**Note 1. Premises and conventions**

The molecular Hamiltonian is $\hat H_{\rm tot}=\hat T_N+\hat H(\mathbf R)$. Here $\hat T_N=-\sum_a(\hbar^2/2M_a)\,\partial_a^2$ acts on the Cartesian nuclear coordinates $R_a$ with masses $M_a$, and $\partial_a=\partial/\partial R_a$. The electronic Hamiltonian $\hat H(\mathbf R)$ includes the nuclear repulsion. Brackets $\langle\cdot|\cdot\rangle$ integrate over electrons only. A dot is a total time derivative. Four premises are used.

1. $\hat H(\mathbf R)$ is Hermitian, differentiable in $\mathbf R$ and free of explicit time dependence.
2. The state is a single product of a nuclear factor $\chi(\mathbf R,t)$ and an electronic factor $|\psi(t)\rangle$ that does not depend on $\mathbf R$.
3. $|\chi|^2$ is narrow enough to be replaced by a point.
4. The adiabatic states, $\hat H|k\rangle=E_k|k\rangle$ with $\langle j|k\rangle=\delta_{jk}$, are differentiable along the path and form a complete set. Note 8 relaxes completeness.

Premises 2 and 3 are the approximations. Everything after Note 3 is exact algebra on the model they define.

**Note 2. The self-consistent-field equations, with the phase accounted for**

Write $|\Psi\rangle=e^{i\eta(t)}\chi(\mathbf R,t)|\psi(t)\rangle$ with both factors normalised, and make the Dirac–Frenkel action $\int dt\int d\mathbf R\,\langle\Psi|i\hbar\partial_t-\hat H_{\rm tot}|\Psi\rangle$ stationary. Variation of $\langle\psi|$ projects the Schrödinger equation on $\chi$, and variation of $\chi^*$ projects it on $|\psi\rangle$:

$$-\hbar\dot\eta|\psi\rangle+i\hbar|\dot\psi\rangle+\Big(i\hbar\!\int\!\chi^*\partial_t\chi\,d\mathbf R\Big)|\psi\rangle=\big(\bar T+\bar H\big)|\psi\rangle ,$$

$$-\hbar\dot\eta\,\chi+i\hbar\,\partial_t\chi+i\hbar\langle\psi|\dot\psi\rangle\chi=\big(\hat T_N+U\big)\chi ,$$

with $\bar T=\int\chi^*\hat T_N\chi\,d\mathbf R$, the electronic operator $\bar H(t)=\int|\chi|^2\hat H(\mathbf R)\,d\mathbf R$ and the potential $U(\mathbf R,t)=\langle\psi(t)|\hat H(\mathbf R)|\psi(t)\rangle$. Only the product is fixed, so the phases of the factors are a free choice. The choice

$$i\hbar|\dot\psi\rangle=\bar H|\psi\rangle,\qquad i\hbar\,\partial_t\chi=(\hat T_N+U)\chi,\qquad \hbar\dot\eta=\bar U\equiv\int|\chi|^2U\,d\mathbf R\tag{1}$$

satisfies both. In the first equation the bracket equals $\bar T+\bar U$, and $\bar U$ cancels against $\hbar\dot\eta$. In the second, $i\hbar\langle\psi|\dot\psi\rangle=\langle\psi|\bar H|\psi\rangle=\bar U$ cancels in the same way. The phase $\eta$ removes the double counting of the interaction and enters no observable.

The energy $\bar T+\bar U$ is already constant at this stage. The motion of $\chi$ under its own Hamiltonian contributes nothing to the rate of change, which leaves $\int|\chi|^2\partial_tU\,d\mathbf R=\langle\dot\psi|\bar H|\psi\rangle+\langle\psi|\bar H|\dot\psi\rangle=(i/\hbar-i/\hbar)\langle\psi|\bar H^2|\psi\rangle=0$.

**Note 3. The classical step is a statement about width**

For $\bar R_a=\int|\chi|^2R_a\,d\mathbf R$ and $\bar P_a=\int\chi^*(-i\hbar\partial_a)\chi\,d\mathbf R$, the commutators $[R_a,\hat T_N]=i\hbar\hat P_a/M_a$ and $[\hat P_a,U]=-i\hbar\,\partial_aU$ give, without approximation to (1),

$$\dot{\bar R}_a=\bar P_a/M_a,\qquad \dot{\bar P}_a=-\int|\chi|^2\,\partial_aU\,d\mathbf R .$$

For a smooth $f$, $\int|\chi|^2f\,d\mathbf R=f(\bar{\mathbf R})+\tfrac12\sum_{ab}\sigma^2_{ab}\,\partial_a\partial_bf+\dots$, where $\sigma^2_{ab}$ is the covariance of $|\chi|^2$; the linear term vanishes by the definition of the mean. Premise 3 keeps the first term in both $\bar H$ and the force. With the bars dropped,

$$i\hbar|\dot\psi\rangle=\hat H(\mathbf R(t))|\psi\rangle,\qquad M_a\ddot R_a=-\langle\psi|\partial_a\hat H|\psi\rangle .\tag{2}$$

Three remarks belong here. First, $\partial_aU=\langle\psi|\partial_a\hat H|\psi\rangle$ is no use of the Hellmann–Feynman theorem. That theorem needs an eigenstate. Here the derivative passes the state because $|\psi(t)\rangle$ has no argument $\mathbf R$.

Second, dropping the $\hbar^2$ term from the polar form of the equation for $\chi$ does not give (2). It gives a swarm of classical points that all share one $|\psi\rangle$, driven by the swarm average $\bar H$. The point limit is a further assumption. An ensemble of independent solutions of (2), each with its own $|\psi\rangle$, is a different model, and it is the one usually run.

Third, a fixed function of laboratory electron coordinates cannot keep an iodine $1s$ shell, of radius near $a_0/53=1.0$ pm, centred on a nucleus spread over several picometres. The product is therefore best read in a space of diabatic labels: $|\psi\rangle$ is a vector of amplitudes on states that follow the nuclei with negligible derivative coupling, and $\hat H(\mathbf R)$ is the potential matrix between them. Every line above then holds unchanged.

**Note 4. The adiabatic basis is evaluated on the path**

Expand $|\psi(t)\rangle=\sum_kc_k(t)\,|k(\mathbf R(t))\rangle$. This rewrites one vector in a moving frame and does not restore any correlation between electrons and nuclear position. Define

$$d^{\,a}_{jk}=\langle j|\partial_ak\rangle ,$$

in m$^{-1}$. Differentiating $\langle j|k\rangle=\delta_{jk}$ gives $\langle\partial_aj|k\rangle+\langle j|\partial_ak\rangle=0$, so $d^{\,a}_{jk}=-(d^{\,a}_{kj})^*$. The matrix is anti-Hermitian. For real states it is real and antisymmetric with zero diagonal.

The chain rule gives $d|k\rangle/dt=\sum_a\dot R_a|\partial_ak\rangle$. Projecting the first of (2) on $\langle j|$,

$$i\hbar\,\dot c_j=E_jc_j-i\hbar\sum_{a,k}\dot R_a\,d^{\,a}_{jk}c_k .\tag{3}$$

Both matrices on the right, $E$ and $-i\hbar\sum_a\dot R_ad^{\,a}$, are Hermitian, so the norm is kept. Multiplying (3) by $c_j^*$ and adding the conjugate removes $E_j$:

$$\frac{d|c_j|^2}{dt}=-2\sum_{a,k}\dot R_a\,{\rm Re}\big(c_j^*d^{\,a}_{jk}c_k\big).\tag{4}$$

The $c_k$ include the dynamical phases. Texts that split off $e^{-i\int E_k dt/\hbar}$ must carry these factors into the force below.

**Note 5. The force**

Differentiate $\hat H|k\rangle=E_k|k\rangle$ and project on $\langle j|$. The left side is $\langle j|\partial_a\hat H|k\rangle+\langle j|\hat H|\partial_ak\rangle$, and hermiticity turns the second term into $E_jd^{\,a}_{jk}$. The right side is $\delta_{jk}\partial_aE_k+E_kd^{\,a}_{jk}$. Hence

$$\langle j|\partial_a\hat H|k\rangle=\delta_{jk}\,\partial_aE_k+(E_k-E_j)\,d^{\,a}_{jk}.\tag{5}$$

Only here is the eigenvalue property used, and completeness is not needed. Inserting the expansion of $|\psi\rangle$ in (2),

$$M_a\ddot R_a=-\sum_k|c_k|^2\,\partial_aE_k-\sum_{j,k}c_j^*c_k\,(E_k-E_j)\,d^{\,a}_{jk}.\tag{6}$$

Call the two sums the population force and the coherence force. The second is real, because exchange of $j$ and $k$ changes the sign of both $E_k-E_j$ and $(d^{\,a}_{jk})^*$, so the pair terms are complex conjugates. For real states each pair gives $-2(E_k-E_j)d^{\,a}_{jk}\,{\rm Re}(c_j^*c_k)$.

A common slip is to differentiate $\sum_k|c_k|^2E_k$ at fixed $c_k$, which yields the population force alone. The variable held fixed in (2) is the vector $|\psi\rangle$. At fixed $|\psi\rangle$ the coefficients move with the frame: $\partial_ac_j=\langle\partial_aj|\psi\rangle=-\sum_kd^{\,a}_{jk}c_k$. In matrix form, with $c$ the column of coefficients and $E$ diagonal, this motion contributes $c^\dagger d^{\,a}Ec-c^\dagger Ed^{\,a}c$ to the gradient of $c^\dagger Ec$, whose elements are $c_j^*c_k(E_k-E_j)d^{\,a}_{jk}$. This reproduces (6).

Two properties follow. A change of phase $|k\rangle\to e^{i\lambda_k(\mathbf R)}|k\rangle$ sends $c_k\to e^{-i\lambda_k}c_k$ and $d_{jk}\to e^{i(\lambda_k-\lambda_j)}d_{jk}$ for $j\ne k$, so each term of (6) is invariant; the diagonal $d_{kk}$ changes but carries the factor zero. Near a conical intersection (5) shows that $d_{jk}$ grows as the inverse gap, while the product in (6) equals $\langle j|\partial_a\hat H|k\rangle$ and stays bounded. The force is regular there. Only the coefficient equation (3) is singular, and that is a defect of the frame.

**Note 6. Conservation of energy, twice**

Let $P_a=M_a\dot R_a$ and

$$\mathcal E=\sum_a\frac{P_a^2}{2M_a}+\langle\psi|\hat H|\psi\rangle=\sum_a\frac{P_a^2}{2M_a}+\sum_k|c_k|^2E_k .\tag{7}$$

Without a basis, the terms with $|\dot\psi\rangle$ give $(i/\hbar-i/\hbar)\langle\psi|\hat H^2|\psi\rangle=0$, and so

$$\dot{\mathcal E}=\sum_a\dot R_a\big(M_a\ddot R_a+\langle\psi|\partial_a\hat H|\psi\rangle\big)=0 .$$

The adiabatic form shows where the energy goes. The electronic part changes at the rate $\sum_k|c_k|^2\sum_a\dot R_a\partial_aE_k+\sum_jE_j\,d|c_j|^2/dt$. The first piece cancels the power of the population force. For the second, write (4) as $-\sum_{a,k}\dot R_a[c_j^*d^{\,a}_{jk}c_k+c_j(d^{\,a}_{jk})^*c_k^*]$, use $(d^{\,a}_{jk})^*=-d^{\,a}_{kj}$ and rename $j\leftrightarrow k$ in the conjugate term:

$$\sum_jE_j\frac{d|c_j|^2}{dt}=\sum_a\dot R_a\sum_{j,k}c_j^*c_k\,(E_k-E_j)\,d^{\,a}_{jk}.\tag{8}$$

This is minus the power of the coherence force. The coherence force is thus the mechanism that pays for electronic transitions out of nuclear kinetic energy. With the population force alone, $\mathcal E$ drifts at the rate (8).

The word "exactly" has limits. It refers to the differential equations (2), or (3) with (6), and it requires the same $d^{\,a}_{jk}$ in both equations. An explicit time dependence, such as a laser field, gives $\dot{\mathcal E}=\langle\psi|\partial_t\hat H|\psi\rangle$. Conservation also cannot serve as a derivation of (6) in more than one dimension, since any force orthogonal to the velocity could be added. Finally, what is conserved is the mean. Nothing makes the kinetic energy appropriate to any one state $k$.

**Note 7. Which momentum**

Equations (2) follow from $L=\sum_a\tfrac12M_a\dot R_a^2+i\hbar\langle\psi|\dot\psi\rangle-\langle\psi|\hat H|\psi\rangle$, as variation of $\langle\psi|$ and of $R_a$ shows at once. In the adiabatic frame,

$$L=\sum_a\tfrac12M_a\dot R_a^2+i\hbar\,c^\dagger\dot c+i\hbar\sum_a\dot R_a\,c^\dagger d^{\,a}c-c^\dagger Ec .\tag{9}$$

The momentum conjugate to $R_a$ at fixed $c$ is $\Pi_a=M_a\dot R_a+i\hbar\,c^\dagger d^{\,a}c$. The $P_a$ of (7) is the kinetic momentum, and in canonical variables the kinetic energy is $\sum_a(\Pi_a-i\hbar\,c^\dagger d^{\,a}c)^2/2M_a$. Mapping Hamiltonians in the adiabatic representation have this form.

The same expression locates a missing term. For $\Psi=\sum_k\chi_k(\mathbf R)|k(\mathbf R)\rangle$ the full kinetic operator is $\sum_a(-i\hbar\partial_a-i\hbar d^{\,a})^2/2M_a$. With $-i\hbar\partial_a$ replaced by the number $\Pi_a$, which drops an ordering term in $\partial_ad^{\,a}$, its average contains the mean of the square of $i\hbar d^{\,a}$. The mean-field form contains the square of the mean. The difference is the variance of $i\hbar d^{\,a}$ over $2M_a$. For one occupied real state it is $\sum_a\sum_{j}\hbar^2|d^{\,a}_{jk}|^2/2M_a$, the diagonal Born–Oppenheimer correction, which is therefore not part of the potential in (7).

**Note 8. A truncated set of states**

Keep exact eigenstates from a set $S$ only. Equations (3), (5), (6) and (8) with sums over $S$ still conserve (7), because the proof of (8) used only anti-hermiticity. The variational equations, however, differ from (6). The Euler–Lagrange equation of (9) for $R_a$ is $\dot\Pi_a=i\hbar\sum_b\dot R_b\,c^\dagger(\partial_ad^{\,b})c-c^\dagger(\partial_aE)c$. From (3), $\dot c=-iEc/\hbar-\sum_b\dot R_bd^{\,b}c$ and $\dot c^\dagger=ic^\dagger E/\hbar+\sum_b\dot R_bc^\dagger d^{\,b}$, so

$$\frac{d}{dt}\big(i\hbar\,c^\dagger d^{\,a}c\big)=-c^\dagger[E,d^{\,a}]c+i\hbar\sum_b\dot R_b\,c^\dagger\big(\partial_bd^{\,a}+[d^{\,b},d^{\,a}]\big)c .$$

Subtracting this from $\dot\Pi_a$ gives (6) plus one term,

$$i\hbar\sum_b\dot R_b\,c^\dagger\Omega^{ab}c,\qquad \Omega^{ab}=\partial_ad^{\,b}-\partial_bd^{\,a}+[d^{\,a},d^{\,b}].\tag{10}$$

Since mixed second derivatives commute, $(\partial_ad^{\,b}-\partial_bd^{\,a})_{jk}=\langle\partial_aj|\partial_bk\rangle-\langle\partial_bj|\partial_ak\rangle$. Inserting all states $l$ between the factors gives $-\sum_l(d^{\,a}_{jl}d^{\,b}_{lk}-d^{\,b}_{jl}d^{\,a}_{lk})$. The commutator in (10) cancels the part with $l$ in $S$, so

$$\Omega^{ab}_{jk}=-\sum_{l\notin S}\big(d^{\,a}_{jl}d^{\,b}_{lk}-d^{\,b}_{jl}d^{\,a}_{lk}\big).$$

The term vanishes for a complete set and for a single coordinate. It is antisymmetric in $a,b$, so it does no work and an energy test cannot detect its absence. Its origin is plain for one state $k$ in $S$. Slow motion admixes a state $l$, and setting $i\hbar\dot c_l\approx E_kc_l$ in (3) gives

$$c_l\approx\frac{i\hbar\sum_b\dot R_b\,d^{\,b}_{lk}}{E_l-E_k}\,c_k .\tag{11}$$

In the coherence force the gap cancels, leaving $-i\hbar|c_k|^2\sum_b\dot R_b(d^{\,a}_{kl}d^{\,b}_{lk}-d^{\,b}_{kl}d^{\,a}_{lk})$. Summed over $l$ this is (10) with $\Omega^{ab}_{kk}$, the Berry curvature force. States that are not eigenstates of $\hat H$ in a fixed space, such as expansions in atom-centred orbitals, do not obey (5) as written. The force must then be derived from the Lagrangian with the moving basis, which adds Pulay terms.

**Note 9. Two states for NaI**

Near 0.7 nm the ionic state Na$^+$I$^-$ crosses the covalent state of the same symmetry ($\Omega=0^+$, from ground-state atoms). Take real diabatic states $|{\rm c}\rangle$ and $|{\rm i}\rangle$, the bond length $R$, the reduced mass $\mu$ and no rotation. The covalent curve is taken flat and is the zero of energy:

$$H=\begin{pmatrix}0&V\\V&W(R)\end{pmatrix},\qquad W=\Delta-\frac{\kappa}{R},\qquad \kappa=\frac{e^2}{4\pi\varepsilon_0}.$$

$V>0$ is constant through the crossing region and falls to zero well outside it. With $G=\sqrt{W^2+4V^2}$ the adiabatic energies are $E_\pm=(W\pm G)/2$, and the states are $|+\rangle=\cos\theta|{\rm c}\rangle+\sin\theta|{\rm i}\rangle$ and $|-\rangle=-\sin\theta|{\rm c}\rangle+\cos\theta|{\rm i}\rangle$, with $\cos2\theta=-W/G$ and $\sin2\theta=2V/G$. The upper state is covalent inside the crossing and ionic outside. Differentiating $\cot2\theta=-W/2V$ (prime for $d/dR$),

$$d_{-+}=-d_{+-}=\theta'=\frac{VW'}{W^2+4V^2},\qquad E_+'=W'\sin^2\theta,\qquad E_-'=W'\cos^2\theta .$$

Both pair terms of (6) carry $G\theta'$, which equals $\tfrac12W'\sin2\theta$:

$$\mu\ddot R=-|c_+|^2E_+'-|c_-|^2E_-'-2G\theta'\,{\rm Re}(c_+^*c_-)=-W'\,|c_+\sin\theta+c_-\cos\theta|^2 .\tag{12}$$

The last modulus is the ionic amplitude $b$ of $|\psi\rangle=a|{\rm c}\rangle+b|{\rm i}\rangle$, so the force is $-W'|b|^2$, as (2) gives directly in the diabatic basis. At the crossing $R_x$, where $W=0$ and $W'=F$, both adiabatic slopes are $F/2$. The population force is then $-F/2$ whatever the populations. A purely covalent state there must feel no force, and the coherence term supplies $+F/2$ to make it so. The coherence force is not a small correction by nature.

**Note 10. The state at the crossing in closed form**

To evaluate (12) one needs $a$ and $b$. Linearise $W=Fvt$ with constant speed $v$ and the crossing at $t=0$; Note 12 gives the cost. Removing the trace, which is a common phase, and setting $\tau=t\sqrt{Fv/2\hbar}$ and $\delta=V^2/\hbar vF$, the Hamiltonian in units of $\hbar\,d\tau/dt$ is $h(\tau)=-\tau\sigma_z+g\sigma_x$, with $g=\sqrt{2\delta}$ and Pauli matrices in the order (c, i).

The propagator from 0 to $\tau$ is unitary with unit determinant, so its rows are $(\alpha,\beta)$ and $(-\beta^*,\alpha^*)$. Since $-h(-\tau)=\sigma_zh(\tau)\sigma_z$, the propagator from 0 to $-\tau$ is the same matrix with $\beta\to-\beta$. Its adjoint carries $|{\rm c}\rangle$ from $-\tau$ to the vector $(\alpha^*,-\beta^*)$ at the crossing. Applying the forward propagator gives the covalent amplitude $|\alpha|^2-|\beta|^2=2|\alpha|^2-1$ at $+\tau$.

For the upper component put $a=e^{i\tau^2/2}u$. Eliminating $b$ from $i\,da/d\tau=-\tau a+gb$ and $i\,db/d\tau=ga+\tau b$ gives $u''+2i\tau u'+g^2u=0$, with primes now for $d/d\tau$. The variable $z=-i\tau^2$ turns this into Kummer's equation $zu_{zz}+(\tfrac12-z)u_z-su=0$ with $s=-i\delta/2$. The element $\alpha$ has $u(0)=1$, $u'(0)=0$, and $\beta$ has $u(0)=0$, $u'(0)=-ig$:

$$u_\alpha={}_1F_1(s;\tfrac12;z),\qquad u_\beta=-ig\tau\,{}_1F_1(s+\tfrac12;\tfrac32;z).$$

For large $|z|$ on the imaginary axis, ${}_1F_1(p;q;z)\approx\Gamma(q)[(-z)^{-p}/\Gamma(q-p)+e^zz^{p-q}/\Gamma(p)]$. The second term contributes to both $u$ at order $1/\tau$ and dies. With $-z=\tau^2e^{i\pi/2}$ one has $|(-z)^{-s}|^2=e^{-\pi\delta/2}$, and $|\Gamma(\tfrac12+iy)|^2=\pi/\cosh\pi y$ gives $|\alpha|^2\to e^{-\pi\delta/2}\cosh(\pi\delta/2)=(1+e^{-\pi\delta})/2$. The final covalent probability is the Landau–Zener result, and the state at the crossing follows with it:

$$P=e^{-2\pi\delta},\qquad |b|^2=\frac{1-\sqrt P}{2},\qquad \frac ba=-\frac{\beta^*}{\alpha^*}=\sqrt{\frac\delta2}\;e^{-i\pi/4}\,\frac{\Gamma(\tfrac12-\tfrac{i\delta}2)}{\Gamma(1-\tfrac{i\delta}2)} .\tag{13}$$

At the crossing $\theta=\pi/4$, so $c_+=(a+b)/\sqrt2$ and $c_-=(b-a)/\sqrt2$. With $\varphi$ the phase of $b/a$ and $2|a||b|=\sqrt{1-P}$,

$$c_+^*c_-=-\tfrac12\sqrt P+\tfrac i2\sqrt{1-P}\,\sin\varphi,\qquad |c_+|^2-|c_-|^2=\sqrt{1-P}\,\cos\varphi .\tag{14}$$

The coherence force at the crossing is therefore $+\tfrac12F\sqrt P$. It scales as the amplitude of the transition and not as its probability.

**Note 11. Numbers**

The inputs are approximate or typical values, used as given. The ionisation energy of Na is about 5.139 eV and the electron affinity of I about 3.059 eV, so $\Delta=2.080$ eV $=3.333\times10^{-19}$ J. A typical coupling is $V=0.055$ eV $=8.81\times10^{-21}$ J. Masses of about 22.990 u and 126.904 u give $\mu=19.464$ u $=3.232\times10^{-26}$ kg. The bond stretches, starting on the upper state, and the kinetic energy at the crossing is chosen as 0.80 eV $=1.28\times10^{-19}$ J, so $v=2.816\times10^3$ m s$^{-1}$.

With $\kappa=2.307\times10^{-28}$ J m the crossing lies at $R_x=\kappa/\Delta=0.6923$ nm, with slope $F=\Delta/R_x=0.4814$ nN. In the linearised form $\theta'$ is a Lorentzian of half-width $\ell=2V/F=36.6$ pm and height $F/4V=13.66$ nm$^{-1}$. The gap at the crossing is $2V=1.76\times10^{-20}$ J and the transit time is $\ell/v=13.0$ fs. Then $\delta=0.543$, $2\pi\delta=3.41$, $P=0.033$ and $\sqrt P=0.18$.

At the crossing (13) gives $|b|^2=0.41$ and $\varphi=-0.45$ rad. From (14), $|c_+|^2=0.94$, $|c_-|^2=0.057$ and $c_+^*c_-=-0.091-0.21\,i$. The lower state holds more population in mid-passage than at the end. Most of it is the reversible admixture (11), $c_-/c_+\approx-i\hbar v\theta'/2V=-i/8\delta=-0.23\,i$, which is imaginary and exerts no force. The real part, $-\tfrac12e^{-\pi\delta}$, is absent from every order of an expansion in $v$.

| quantity at $R_x$ | expression | value |
|---|---|---|
| population force | $-F/2$ | $-0.241$ nN |
| coherence force | $-2G\theta'\,{\rm Re}(c_+^*c_-)$ | $+0.044$ nN |
| total force | $-F\lvert b\rvert^2$ | $-0.20$ nN |
| population rate | $d\lvert c_+\rvert^2/dt=2v\theta'\,{\rm Re}(c_+^*c_-)$ | $-7.0\times10^{12}$ s$^{-1}$ |
| rate (8) | $G\,d\lvert c_+\rvert^2/dt$ | $-1.2\times10^{-7}$ W |
| power of coherence force | force times $v$ | $+1.2\times10^{-7}$ W |

A transition of three per cent comes with a coherence force that is 18 % of the population force. The last two rows cancel, which is (8) at one instant. The canonical momentum of Note 7 differs from $\mu v$ by $2\hbar\theta'\,{\rm Im}(c_+^*c_-)$, a fraction $-0.7$ %.

Conservation then fixes the later motion with no integration. The electronic energy at the crossing is $V(|c_+|^2-|c_-|^2)=7.8\times10^{-21}$ J, so $\mathcal E=1.36\times10^{-19}$ J, or 0.85 eV. Far outside, the populations are frozen at $1-P$ and $P$, the curves are $W$ and 0, and (7) reads $\tfrac12\mu\dot R^2=\mathcal E-(1-P)W(R)$. The mean-field path turns where $W=\mathcal E/(1-P)$, at $R=1.20$ nm. It could escape only if $\mathcal E$ exceeded $(1-P)\Delta=3.22\times10^{-19}$ J.

In the full two-state problem a packet of sharp energy $\mathcal E$ splits, and each branch keeps that energy on its own curve. The ionic branch turns at $W=\mathcal E$, which is $R=1.17$ nm. The covalent branch leaves as neutral atoms at $\sqrt{2\mathcal E/\mu}=2.90\times10^3$ m s$^{-1}$. The mean-field path overshoots the majority branch by 0.03 nm and carries the covalent three per cent back to the crossing, still coherent. Energy is conserved throughout, and the dissociation channel is missing from the motion.

**Note 12. Range of validity**

Equations (5), (6) and (8) hold whenever (2) holds, for eigenstates differentiable along the path. The limits are those of (2), and the example gives their sizes.

*Classical motion.* The reduced wavelength $\hbar/\mu v=1.16$ pm is small against $\ell$, in the ratio 0.032. The diagonal correction of Note 7 is $\hbar^2\theta'^2/2\mu=3.2\times10^{-23}$ J at the crossing, against the retained coupling $\hbar v\theta'=4.1\times10^{-21}$ J, a ratio of 0.008. The ratio grows as $1/v$, so the neglect fails for slow passage through a sharp crossing and near a conical intersection.

*One point for the packet.* The electronic state that develops at a given $R$ changes over the length $\ell$, so a single product needs a root-mean-square width $\sigma\ll\ell$. The minimum relative spread of speed, $\hbar/2\sigma\mu v$, must also change the exponent $2\pi\delta$ by much less than one, which needs $\sigma\gg\pi\delta\,\hbar/\mu v=2.0$ pm. The window from 2.0 to 36.6 pm is narrow. For an illustrative $\sigma=10$ pm the spread of speed is 5.8 %. One trajectory is a rough stand-in, and an average over initial conditions is called for.

*No branching.* After the crossing the two components feel forces that differ by about $F$. A momentum difference $Ft$ reduces the overlap of two coincident Gaussian packets by $\exp(-F^2t^2\sigma^2/2\hbar^2)$, which reaches $1/e$ at $\sqrt2\hbar/F\sigma=31$ fs. This part is a spread of relative phase across the packet. A trajectory displaced by $x$ has a phase $\int G\,dt/\hbar$ that differs by $Gx/\hbar v\approx Ftx/\hbar$, so an ensemble of independent paths contains it. Separation in space is contained in no path. It reaches $\sigma$ at $\sqrt{2\mu\sigma/F}=37$ fs, about $2.8\,\ell$ past the crossing. The mean force is thus usable through one passage, or for as long as one state dominates or the occupied curves run parallel. It is not usable for channel-resolved energies, for the minority branch, or for the populations after a second passage.

*The illustration itself.* On the upper curve the speed is 1.6 % higher at $R_x-\ell$ and 5.4 % lower at $R_x+\ell$ than at the crossing. A uniform 5 % reduction would give $P=0.028$ and $\sqrt P=0.17$, so $P$ is good to one figure and the coherence force to about a tenth. The Coulomb slope changes by $2\ell/R_x=11$ % over one half-width, with opposite signs on the two sides. Ion polarisation, with a typical summed polarisability volume $\alpha'$ of $7\times10^{-30}$ m$^3$, lowers the ionic curve by $\kappa\alpha'/2R_x^4=3.5\times10^{-21}$ J, moves the crossing out by 7 pm and adds 4 % to the slope at fixed $R$. The largest sensitivity is to the coupling: raising $V$ by 10 % multiplies $P$ by 0.49. None of these changes touches the cancellation in the table, which is an identity of (3) and (6).